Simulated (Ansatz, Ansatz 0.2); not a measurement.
# Lattice parameter of LaB₆ from PBE, with cutoff and k-mesh checks and PBEsol for comparison

## The question

The reference is the cubic cell edge of lanthanum hexaboride, $a = 4.157$ Å, determined by X-ray diffraction on single crystals ("X-ray structural investigation of single crystals of lanthanum, cerium, and samarium hexaborides", Kristallografiya 31 803 1986; Crystallography Open Database). The temperature is not given with the value; I take it to be room temperature. The edge agrees with that of the certified powder standard made of the same compound, so I see little reason to doubt it at the level that matters here. The volume per atom, 10.2622 Å$^3$, follows from the same edge and is not a second measurement.

| compared with | measured | method |
| --- | --- | --- |
| a (Å) | 4.157 | structure determination by diffraction |
| volume per atom (Å³) | 10.2622 | from the measured cell |

Conditions are those given with the value in the passage it was taken from; "not stated" means there, and the paper may say more elsewhere. The values are a selection: others may have been left out beforehand as unlike or outlying.

## How to go about it

The aim is the equilibrium cell edge of LaB$_6$, with $a$ within 0.5 % of experiment and the volume per atom within 1.5 %. The second limit is three times the first, because the volume goes as the cube of the edge, so the two form a single test. Half a per cent is small enough to expose a functional that binds the boron framework clearly too strongly or too weakly, yet leaves room for the motion of the atoms: the calculation gives a static lattice, while the measured edge contains zero-point and thermal expansion, roughly a few tenths of a per cent in a stiff boride.

The model is the seven-atom primitive cell in $Pm\bar{3}m$, non-magnetic because the La 4f states are essentially empty, with the cell edge and the one free boron coordinate relaxed. I go straight to PBE. It usually serves well for metallic borides with a rigid covalent network, and the PAW files were generated with it. LDA costs about the same but tends to make such cells too short, and a low plane-wave cutoff would save time at the expense of the stress, on which a cell relaxation depends. I will test the PBE result with a higher cutoff and a denser k-mesh, then set PBEsol beside it for scale.

System: LaB6; Pm-3m (no. 221), 7 atoms in the primitive cell; every run starts from the measured structure; structure from the Crystallography Open Database.

## 1. PBE relaxation of cell and boron position

This run supplies the value to be judged. The cutoff of 420 eV and the 8×8×8 mesh are reasonable for a small metallic cell, and I expect an edge within a few tenths of a per cent of the measured one.

**Run 1.** Ansatz 0.2: PBE, Ansatz with its PAW files, non-magnetic, cell and ions relaxed, cutoff 420 eV, k-mesh 8×8×8, smearing 0.05 eV (PAW set soft_1).

Key lines of the input:
```
crystal:
  lattice:
    - [4.15706, 0.0, 0.0]
    - [0.0, 4.15706, 0.0]
    - [0.0, 0.0, 4.15706]
  atoms:
    - { symbol: La, position: [0.0, 0.0, 0.0] }
    - { symbol: B, position: [0.19853, 0.5, 0.5] }
    - { symbol: B, position: [0.5, 0.19853, 0.5] }
    - { symbol: B, position: [0.80147, 0.5, 0.5] }
    - { symbol: B, position: [0.5, 0.80147, 0.5] }
    - { symbol: B, position: [0.5, 0.5, 0.19853] }
    - { symbol: B, position: [0.5, 0.5, 0.80147] }
kpoints:
  mp_grid: { grid: [8, 8, 8] }
scf:
  occupations: { method: fermi_dirac, width: 0.05 }
hamiltonian:
  xc: pbe
  pseudopotentials: { kind: paw, azcp: { folder: soft_1 } }
relax:
  f_tol: 0.01
  max_steps: 60
  cell: { stress_tol: 0.02 }
output:
  forces: true
  stress: true
```

Command:
```
ansatz run input.yaml --threads 4 --pin off --max-ram 10240MiB --backend cpu --events-out ev --progress --plain --runs-dir out
```

Selected lines of the output:
```
relax step   5: F+E_penalty+E_count = -7189.73312999 eV  max|allowed force component| = 1.264e-4 eV/Å  Δτ_max = 0.0001 Å  P = -0.001 GPa  Ω = 71.706 …
relax step   6: F+E_penalty+E_count = -7189.73297933 eV  max|allowed force component| = 4.893e-5 eV/Å  Δτ_max = 0.0000 Å  P = -0.002 GPa  Ω = 71.706 …
```

Converged; 6.7 s on 4 cores of Intel Xeon Platinum 8375C at 2.90GHz (Ice Lake), shared host.

| quantity | run 1 | measured | deviation |
| --- | --- | --- | --- |
| a (Å) | 4.1545 | 4.157 | −0.0025 (−0.1 %) |
| volume per atom (Å³) | 10.244 | 10.2622 | −0.019 (−0.2 %) |
| largest shift (Å) | 0.00537 |  |  |
| pressure (GPa) | −0.00152 |  |  |

PBE gives $a = 4.1545$ Å, 0.0025 Å below the measured edge and well inside the target. The static lattice should be somewhat smaller than the measured one, so the sign of the difference is reasonable. The boron atoms move by only about 0.005 Å along their one free coordinate, and the residual pressure is negligible.

## 2. Higher cutoff and denser k-mesh

Boron's 2p states are demanding for a plane-wave basis, and LaB$_6$ is a metal, so cutoff and k-mesh are the two settings that could still move the edge. I raise them separately, the cutoff to 600 eV and the mesh to 10×10×10, so that any change can be traced to its origin. I expect both changes to be small compared with the half per cent allowed.

**Run 2.** Ansatz 0.2: PBE, Ansatz with its PAW files, non-magnetic, cell and ions relaxed, cutoff 600 eV, k-mesh 8×8×8, smearing 0.05 eV (PAW set soft_1).

Key lines of the input, as changed from run 1:
```diff
+ basis:
+   ecutwfc: 600
```

Selected lines of the output:
```
relax step   6: F+E_penalty+E_count = -7189.73881478 eV  max|allowed force component| = 1.018e-4 eV/Å  Δτ_max = 0.0000 Å  P = -0.000 GPa  Ω = 71.701 …
```

Converged; 6.5 s of wall time.

**Run 3.** Ansatz 0.2: PBE, Ansatz with its PAW files, non-magnetic, cell and ions relaxed, cutoff 420 eV, k-mesh 10×10×10, smearing 0.05 eV (PAW set soft_1).

Key lines of the input, as changed from run 1:
```diff
  kpoints:
-   mp_grid: { grid: [8, 8, 8] }
+   mp_grid: { grid: [10, 10, 10] }
```

Selected lines of the output:
```
relax step   6: F+E_penalty+E_count = -7189.72473909 eV  max|allowed force component| = 6.765e-6 eV/Å  Δτ_max = 0.0000 Å  P = -0.001 GPa  Ω = 71.722 …
```

Converged; 7.1 s of wall time.

| quantity | run 2 | run 3 | measured |
| --- | --- | --- | --- |
| a (Å) | 4.1544 | 4.1548 | 4.157 |
| volume per atom (Å³) | 10.243 | 10.246 | 10.2622 |
| largest shift (Å) | 0.00539 | 0.00536 |  |
| pressure (GPa) | −0.00039 | −0.00095 |  |

The higher cutoff changes the edge by 0.0001 Å and the denser mesh by 0.0003 Å. The relaxations ended at residual pressures below 0.002 GPa, which in so stiff a solid is worth well under 0.0001 Å, so the shifts most likely come from the settings themselves. Both are far below the half per cent of the target, and the PBE result stands.

## 3. PBEsol for scale

PBEsol is the natural neighbour, a gradient functional adjusted to the lattice constants of solids. I keep the cutoff and mesh of the first PBE run so that the two can be compared directly. I expect a shorter edge than with PBE, by a few tenths of a per cent, which would take it further below the measured value. The PAW files were made with PBE; the program regenerates the frozen core and the local potential for PBEsol.

**Run 4.** Ansatz 0.2: PBEsol, Ansatz with its PAW files, non-magnetic, cell and ions relaxed, cutoff 420 eV, k-mesh 8×8×8, smearing 0.05 eV (PAW set soft_1 (PAW files made with PBE)).

Key lines of the input, as changed from run 1:
```diff
  hamiltonian:
-   xc: pbe
-   pseudopotentials: { kind: paw, azcp: { folder: soft_1 } }
+   xc: pbesol
+   pseudopotentials: { kind: paw, azcp: { folder: soft_1 }, xc_functional: pbe }
```

Selected lines of the output:
```
relax step   7: F+E_penalty+E_count = -7081.44542037 eV  max|allowed force component| = 2.149e-5 eV/Å  Δτ_max = 0.0000 Å  P = -0.000 GPa  Ω = 70.419 …
```

Converged; 5.4 s of wall time.

| quantity | run 4 | measured | deviation |
| --- | --- | --- | --- |
| a (Å) | 4.1295 | 4.157 | −0.0275 (−0.7 %) |
| volume per atom (Å³) | 10.060 | 10.2622 | −0.202 (−2.0 %) |
| largest shift (Å) | 0.00466 |  |  |
| pressure (GPa) | −0.00004 |  |  |

PBEsol shortens the edge to 4.1295 Å, which is 0.0250 Å below the PBE value at the same cutoff and mesh. The direction is the one I expected, and the size, about 0.6 %, is somewhat more than the few tenths I had in mind. The edge is 0.7 % below the measured one and the volume 2.0 % below, so PBEsol misses both limits as they were set. The change of functional moves the edge far more than the higher cutoff or the denser mesh did with PBE.

## The runs side by side

| run | settings | a (Å) | deviation | volume per atom (Å³) | deviation | cost |
| --- | --- | --- | --- | --- | --- | --- |
| 1 | PBE, cutoff 420 eV, k-mesh 8×8×8, smearing 0.05 eV (PAW set soft_1) | 4.1545 | −0.0025 (−0.1 %) | 10.244 | −0.019 (−0.2 %) | under 1 core-min |
| 2 | PBE, cutoff 600 eV, k-mesh 8×8×8, smearing 0.05 eV (PAW set soft_1) | 4.1544 | −0.0026 (−0.1 %) | 10.243 | −0.019 (−0.2 %) | under 1 core-min |
| 3 | PBE, k 10×10×10 | 4.1548 | −0.0022 (−0.1 %) | 10.246 | −0.016 (−0.2 %) | under 1 core-min |
| 4 | PBEsol, cutoff 420 eV, k-mesh 8×8×8, smearing 0.05 eV (PAW set soft_1 (PAW files made with PBE)) | 4.1295 | −0.0275 (−0.7 %) | 10.060 | −0.202 (−2.0 %) | under 1 core-min |
|  | measured | 4.157 |  | 10.2622 |  |  |

Further runs on the same system, made beside this series (convergence steps with loose settings among them):

| further | settings | a (Å) | deviation | volume per atom (Å³) | deviation | cost | status |
| --- | --- | --- | --- | --- | --- | --- | --- |
| F1 | r2SCAN+rVV10, cutoff 500 eV, k-mesh 8×8×8, smearing 0.05 eV (PAW set soft_1 (PAW files made with PBE)) | 4.1461 | −0.0109 (−0.3 %) | 10.182 | −0.080 (−0.8 %) | 64 core-s |  |
| F2 | r2SCAN, cutoff 500 eV, k-mesh 8×8×8, smearing 0.05 eV (PAW set soft_1 (PAW files made with PBE)) | 4.1520 | −0.0050 (−0.1 %) | 10.225 | −0.037 (−0.4 %) | under 1 core-min |  |
| F3 | PBE-D3(BJ), cutoff 420 eV, k-mesh 8×8×8, smearing 0.05 eV (PAW set soft_1) | 4.1229 | −0.0341 (−0.8 %) | 10.011 | −0.251 (−2.4 %) | under 1 core-min |  |
| F4 | PBE-D4, cutoff 420 eV, k-mesh 8×8×8, smearing 0.05 eV (PAW set soft_1) | 4.1201 | −0.0369 (−0.9 %) | 9.991 | −0.271 (−2.6 %) | under 1 core-min |  |
| F5 | RPBE, cutoff 420 eV, k-mesh 8×8×8, smearing 0.05 eV (PAW set soft_1) | 4.1806 | +0.0236 (+0.6 %) | 10.438 | +0.176 (+1.7 %) | under 1 core-min |  |
| F6 | LDA, cutoff 420 eV, k-mesh 8×8×8, smearing 0.05 eV (PAW set soft_1 (PAW files made with PBE)) | 4.0979 | −0.0591 (−1.4 %) | 9.831 | −0.432 (−4.2 %) | under 1 core-min |  |
| F7 | PBE, cutoff 420 eV, k-mesh 4×4×4, smearing 0.05 eV (PAW set soft_1) | 4.1556 | −0.0014 (−0.0 %) | 10.252 | −0.010 (−0.1 %) | under 1 core-min |  |
| F8 | PBE, cutoff 420 eV, k-mesh 6×6×6, smearing 0.05 eV (PAW set soft_1) | 4.1547 | −0.0023 (−0.1 %) | 10.245 | −0.017 (−0.2 %) | under 1 core-min |  |
| F9 | PBE, cutoff 300 eV, k-mesh 8×8×8, smearing 0.05 eV (PAW set soft_1) | 4.1556 | −0.0014 (−0.0 %) | 10.252 | −0.010 (−0.1 %) | under 1 core-min | warnings: cutoff_below_recommended |
|  | measured | 4.157 |  | 10.2622 |  |  |  |

## What the runs support

PBE meets the target. The relaxed edge of 4.1545 Å is 0.1 % below the measured 4.157 Å and the volume per atom 0.2 % below, for less than a core-minute. An edge of 4.157 Å is also reported at 300 K (arxiv:2008.00057), which supports reading the reference as a room-temperature value.

The higher cutoff and the denser mesh changed the edge by at most 0.0003 Å, so neither setting decides the result. Both checks were cheap and worth making. Among the further runs, even the loose settings (300 eV, or a 4×4×4 mesh) lengthen the edge by only about 0.001 Å, so the low cutoff did less harm here than I had feared; that these edges lie nearer the measurement is no merit of theirs. All the runs use one PAW set; its own error is not shown in this report.

The closeness to experiment probably overstates the accuracy of PBE. Zero-point and thermal motion lengthen the measured edge, by my rough estimate of a few tenths of a per cent. Taking that out would put PBE slightly above the static edge instead of just below the measured one, so, if the estimate holds, part of the agreement is a cancellation. An expansion of more than about 0.6 %, which the light boron atoms do not rule out, would carry PBE past the half per cent on a static comparison. The same correction would bring PBEsol, which misses at −0.7 %, closer to experiment. I therefore would not rank the two on these numbers; a phonon calculation of the expansion would be needed.

Among the further runs, r2SCAN also meets the target, with or without rVV10. LDA is too short by 1.4 % and RPBE too long by 0.6 %, a miss that the correction would widen. Adding D3(BJ) or D4 to PBE shortens the edge by about 0.03 Å and turns the pass into a miss against the measured cell; as with PBEsol, the correction for expansion would narrow that miss, so these numbers do not settle whether the term belongs in a static comparison.

[Logs are printed without paths, hosts, clocks, repeated set-up lines and the standing remarks that a program may print on its own settings, such as how far it seeks lower states.]

[The runs shown are a pick from a larger set of finished runs; failed, doubtful and other runs were left out of it ahead of writing. So were measured values far from every level or from commonly accepted values, and agreement can look better than it is. Lines of input and output are excerpts and may be shortened.]
